**Question: what sets the ionisation energies of BH, AlH, FH and ClH, and why does CH3Cl fall so far below ClH?**

I am looking at vertical ionisation energies from coupled cluster, with Hartree-Fock and two functionals beside them. The four hydrides line up with the electronegativity of the marked atom, which tempts me to call that the explanation. But chloromethane has the same chlorine as ClH and lies 1.37 eV lower, and the orbital energies of the functionals are off by up to several eV. What is the mechanism, and how far can a simple model be trusted?

Vertical ionisation energies of gas-phase molecules that differ in the marked atom * of a SMILES frame, computed with Ansatz 0.2.0 at PBE0-D4/def2-TZVP geometries. CCSD(T) is frozen-core, a basis-set-limit estimate from def2-TZVPP and def2-QZVPP: for the four hydrides the CCSD(T) correlation energy itself is extrapolated, whereas CH3Cl has a focal-point value, with Hartree-Fock and MP2 correlation extrapolated and CCSD(T) less MP2 taken from def2-TZVPP alone; the functionals use def2-TZVPP. Cations are unrestricted, at the neutral's geometry; -HOMO refers to the neutral.

| formula | frame | * | Z | electronegativity | point group | mean bond of the marked atom (Å) | CCSD(T) ionisation energy (eV) | -HOMO, PBE-D4 (eV) | -HOMO, wB97M-V (eV) | cation less neutral, PBE-D4 (eV) | cation less neutral, wB97M-V (eV) | cation less neutral, HF (eV) | <S^2> of the HF cation |
| --- | --- | --- | --- | --- | --- | --- | --- | --- | --- | --- | --- | --- | --- |
| CH3Cl | *C | Cl | 17 | 3.160 | C3v | 1.772 | 11.48 | 6.98 | 10.74 | 11.08 | 11.29 | 10.26 | 0.762 |
| BH | *H | B | 5 | 2.040 | Cinfv | 1.241 | 9.80 | 5.52 | 8.91 | 9.58 | 9.74 | 8.44 | 0.756 |
| FH | *H | F | 9 | 3.980 | Cinfv | 0.920 | 16.27 | 9.38 | 14.24 | 16.23 | 16.06 | 14.30 | 0.754 |
| AlH | *H | Al | 13 | 1.610 | Cinfv | 1.665 | 8.31 | 4.90 | 7.72 | 8.14 | 8.20 | 7.26 | 0.785 |
| ClH | *H | Cl | 17 | 3.160 | Cinfv | 1.279 | 12.85 | 7.92 | 11.75 | 12.69 | 12.71 | 11.51 | 0.762 |

**Answer**

The first thing to settle is which electron leaves. The marked atom * is the heavy atom, and the frame is what it is bound to, so only the four rows with frame *H form a series; CH3Cl against ClH tests the replacement of H by a methyl group. The orbital occupations of the Hartree-Fock cations in the same runs show a $\sigma$ hole in BH and AlH and a $\pi$ hole in FH and ClH. In standard terms these are the lone pair of boron or aluminium pointing away from hydrogen, and the p lone pair of the halogen perpendicular to the bond. In both cases the electron sits mainly on the heavy atom, so the problem is close to an atomic one. The like-for-like steps are B to Al and F to Cl, whereas a step across a period changes the orbital type as well as the element.

Across a period the cause is incomplete screening: each added proton is only partly hidden by the electron added to the same shell. Slater's rules, whose empirical constants were chosen to suit free atoms, turn this into a model with nothing fitted to the table. Each of the $N$ valence electrons of the free atom, in shell $n$, sees the charge $Z^* = Z - s$, where $Z$ is the nuclear charge and the screening $s$ collects 0.35 per shell-mate, 0.85 per electron of shell $n-1$ and one unit per deeper electron. The shell energy is $-N\,\mathrm{Ry}\,(Z^*/n)^2$. Taking one electron away removes one shell-mate and raises $Z^*$ for those that remain, so

$$\mathrm{IE} = \mathrm{Ry}\left[N\left(\frac{Z^*}{n}\right)^2-(N-1)\left(\frac{Z^*+0.35}{n}\right)^2\right].$$

For fluorine, with $N=7$ and $n=2$, nothing being fitted:

$$Z^* = 9 - 6(0.35) - 2(0.85) = 5.20,$$

$$\mathrm{IE} = 13.6\ \mathrm{eV}\times\left[7\,(2.60)^2 - 6\,(2.775)^2\right] = 13.6\ \mathrm{eV}\times\left[47.32-46.20\right] = 15.2\ \mathrm{eV}.$$

This is 6.7 % below the coupled-cluster value for FH. The model also catches the rise across each period: the ratio ClH/AlH is 1.546 in the table and 1.528 in the model, and FH/BH comes out somewhat too small. Such agreement supports screening as the driver without proving it, since the model knows nothing of hydrogen and treats s and p electrons alike.

Down a group the model fails. It puts AlH above BH and ClH above FH, overestimating both third-period rows by nearly 30 % of the coupled-cluster value. The worked example shows the weakness: the answer is a small difference of two large shell energies, so a modest error in a fixed screening constant is greatly magnified. One scale factor per period, fitted to all four hydrides, repairs the order and leaves 0.53 eV at FH, but that factor merely absorbs the failure. The fall itself is standard shell physics: an $n=3$ orbital must be orthogonal to the filled $n=2$ core, lies farther out, and is bound less tightly. The numbers show that fall, 1.49 eV from BH to AlH and 3.42 eV from FH to ClH, and every level of theory in the table gives it the same sign.

The close match of the model for BH is partly luck, and the reason is instructive. The free boron and aluminium atoms lose a p electron at about 8.3 and 6.0 eV (rough recalled values), whereas BH and AlH lie about 1.5 and 2.3 eV higher. Theory argues it this way: the single p electron of the atom is spent on the bond to hydrogen, so the highest electrons left are a pair with much s character, and s electrons penetrate the core and are held more tightly. The halogens keep pure p lone pairs, and their hydrides show no such rise above the free atoms. The change of orbital type therefore narrows the gap between the left and right ends of the period.

Electronegativity rises with the same incomplete screening across a period and falls with the shell number down a group, which is why it gives the right order, but Pauling's values are a correlate and not a cause. A straight line fitted to the four hydrides has a slope of 3.26 eV per unit and misses ClH by 0.47 eV, and two parameters on four points are a weak test in any case. It assigns one number to chlorine, so CH3Cl, which was left out of the fit as a different frame, lies 1.84 eV under the line. Bond length does no better: the mean bond of the marked atom is almost the same in BH and ClH, yet their ionisation energies differ by 3.05 eV. All fits and residuals stand in the printed output after this answer.

Most of the trend is already present without correlation. The column "cation less neutral, HF" is the difference of two separately optimised Hartree-Fock energies, and it carries between 79 and 94 % of each step considered here. FH shows how the pieces add. The frozen-orbital (Koopmans) value from the same run is 17.62 eV, and letting the cation's orbitals contract round the hole brings it down to 14.30 eV; correlation then restores part of the loss, because the neutral has more electron pairs to correlate than the cation.

The two corrections oppose each other but need not cancel. In FH relaxation is worth 3.32 eV against 1.97 eV of correlation, so the Koopmans value overshoots. In BH the balance is reversed, 1.03 against 1.36 eV, and the Koopmans value falls short. Large relaxation is natural for fluorine, where a hole in a compact and crowded shell lets many shell-mates contract, while boron has few valence electrons left to respond.

Pair counting explains part of the correlation term. Removing one electron from a closed shell of $N_v$ valence electrons destroys $N_v/2$ opposite-spin and $N_v/2-1$ same-spin pairs, and the second-order same-spin loss is accordingly 0.07 eV for the one pair of BH and 0.60 eV for the three of FH. The opposite-spin loss varies far less in proportion, though not in eV, and BH has the largest correlation share of the table, 13.9 % of its ionisation energy; the standard reason is that its lone pair mixes easily with the low empty $\pi$ orbitals. The same feature makes the restricted Hartree-Fock neutrals of BH and AlH unstable towards spin polarisation, so a lower unrestricted neutral exists and would shift some of this share from correlation to Hartree-Fock. The cations are close to pure doublets, for which $\langle S^2\rangle$ is three quarters, with AlH the most contaminated at 0.785.

Now the irregular row. The column −HOMO is minus the energy of the highest occupied orbital of the neutral, and it already drops by 0.94 eV (PBE) and 1.01 eV (wB97M-V) from ClH to CH3Cl, so most of the 1.37 eV is there before any electron is removed. The orbital argument is that hydrogen offers no valence orbital of $\pi$ symmetry, which leaves the chlorine 3p lone pair of ClH non-bonding. A methyl group has filled C–H orbitals of the matching symmetry, and two filled levels repel, which pushes the upper, antibonding combination up. The table shows the shift; the mixing is argued and not measured by any column.

That the CH3Cl hole is still chiefly on chlorine rests on indirect evidence. Its second-order same-spin loss is 0.34 eV against 0.35 eV in ClH, although the naive count gives twice as many pairs, which fits a hole that correlates with the same near neighbours. A Hartree-Fock cation can hold its hole in a different orbital from the functionals' cations, and the coupled-cluster value built on it can then belong to a higher state. All the total-energy differences give a drop of similar size, which speaks against a large error of this kind but does not exclude it. The coupled-cluster value of this row is also a focal-point estimate, unlike the directly extrapolated values of the four hydrides. Treated in the same way, ClH would come out at 12.82 eV and the drop at 1.34 eV, so the comparison stands, but differences of a few hundredths of an eV are unsafe. Spin-orbit coupling is not included and splits the chlorine hole by roughly 0.1 eV (recalled), small beside the drop.

The orbital energies of the functionals fail for a reason that also follows the size of the hole. If a fraction $\delta$ of an electron is removed, $E(\delta) \approx E_0 - \varepsilon\,\delta + \tfrac12 U\delta^2$, where the slope at $\delta=0$ is $-\varepsilon$, with $\varepsilon$ the HOMO energy by Janak's theorem, so that cation less neutral equals $-\varepsilon + U/2$. The exact functional is straight between integers, $U=0$; semilocal ones such as PBE curve upwards, chiefly because an electron partly repels itself. In PBE the gap $U/2$ runs from 3.24 eV for the diffuse aluminium pair to 6.85 eV for the compact fluorine one, and it falls from 4.77 to 4.10 eV between ClH and CH3Cl, as a hole spread over more atoms should make it. Long-range exact exchange in wB97M-V shrinks the gap in every row without closing it.

Total-energy differences escape most of this error. Against the coupled-cluster estimates, directly extrapolated for the hydrides and focal-point for CH3Cl, the mean absolute error is 0.20 eV for PBE and 0.14 eV for wB97M-V, and both lie low in all five rows. The functionals are in a finite basis with no extrapolation, so a few hundredths of an eV do not rank them. PBE is worst for CH3Cl, 0.40 eV low, more than the focal-point treatment of that reference is likely to explain. My guess, untested here, is that PBE spreads the hole too far on to the methyl group and so over-stabilises the cation; a coupled-cluster cation in a higher state would also make the functionals look low. For wB97M-V the largest errors, 0.21 eV low for FH and 0.19 eV low for CH3Cl, are too close to rank with references made in two ways.

The practical rule is to identify the orbital that is emptied before comparing elements, then to expect a rise with poor screening across a period, a fall with the shell number, and, on the evidence of CH3Cl alone, a further fall when a neighbour brings filled orbitals of the same symmetry. For numbers, take cation less neutral: the PBE −HOMO keeps the order of these five molecules but returns only about 60 % of each ionisation energy.

Numerical output:

```
Rounding of the table: 0.005 eV per value, up to 0.01 eV per difference
Slater model (eV): Z*, model, CCSD(T), error % | scaled per period, residual | IE less rough recalled atom
  AlH  3.50  10.74   8.31  +29.3 |   8.36 -0.05 | +2.3
  BH   2.60   9.78   9.80   -0.2 |  10.13 -0.33 | +1.5
  ClH  6.10  16.41  12.85  +27.7 |  12.77 +0.08 | -0.2
  FH   5.20  15.19  16.27   -6.7 |  15.74 +0.53 | -0.7
  fitted scale factors: period 2 1.036, period 3 0.778
  IE ratio FH/BH: CCSD(T) 1.660, Slater 1.553
  IE ratio ClH/AlH: CCSD(T) 1.546, Slater 1.528
  IE ratio BH/AlH: CCSD(T) 1.179, Slater 0.910
  IE ratio FH/ClH: CCSD(T) 1.266, Slater 0.925
Electronegativity line, hydrides: IE = 3.26*EN + 3.01 eV, rms 0.28 eV
  residuals (eV): AlH +0.05, BH +0.14, ClH -0.47, FH +0.28; CH3Cl (other frame, not fitted) -1.84
  slopes Al-B, B-Cl, Cl-F (eV per unit): 3.47, 2.72, 4.17
Bond length: exponent of IE in r, B-Al -0.56, F-Cl -0.72; ClH less BH: r +0.038 A, IE +3.05 eV
Steps (eV): CCSD(T), HF, PBE diff, wB97M-V diff, PBE -HOMO, wB97M-V -HOMO | HF share %
  BH to AlH: -1.49 -1.18 -1.44 -1.54 -0.62 -1.19 | 79
  FH to ClH: -3.42 -2.79 -3.54 -3.35 -1.46 -2.49 | 82
  BH to FH: +6.47 +5.86 +6.65 +6.32 +3.86 +5.33 | 91
  AlH to ClH: +4.54 +4.25 +4.55 +4.51 +3.02 +4.03 | 94
  ClH to CH3Cl: -1.37 -1.25 -1.61 -1.42 -0.94 -1.01 | 91
Correlation (eV): IE less HF, % of IE | basis-limit IE less TZVPP | MP2 loss opposite spin (pairs), same spin (pairs)
  CH3Cl 1.22 10.6 | 0.21 | 0.83 (7), 0.34 (6)
  BH    1.36 13.9 | 0.06 | 0.88 (2), 0.07 (1)
  FH    1.97 12.1 | 0.26 | 1.34 (4), 0.60 (3)
  AlH   1.05 12.6 | 0.04 | 0.73 (2), 0.05 (1)
  ClH   1.34 10.4 | 0.26 | 0.81 (4), 0.35 (3)
HF -HOMO, relaxation (-HOMO less HF difference), -HOMO less IE (eV):
  CH3Cl 11.81 1.55 +0.33
  BH    9.47 1.03 -0.33
  FH    17.62 3.32 +1.35
Errors against CCSD(T) (eV): diff PBE, wB97M-V | -HOMO PBE, wB97M-V | gap diff less -HOMO PBE, wB97M-V | PBE -HOMO/IE
  CH3Cl -0.40 -0.19 | -4.50 -0.74 | 4.10 0.55 | 0.608
  BH    -0.22 -0.06 | -4.28 -0.89 | 4.06 0.83 | 0.563
  FH    -0.04 -0.21 | -6.89 -2.03 | 6.85 1.82 | 0.577
  AlH   -0.17 -0.11 | -3.41 -0.59 | 3.24 0.48 | 0.590
  ClH   -0.16 -0.14 | -4.93 -1.10 | 4.77 0.96 | 0.616
Mean absolute error (eV): HF 1.39, PBE diff 0.20, wB97M-V diff 0.14, PBE -HOMO 4.80, wB97M-V -HOMO 1.07
```
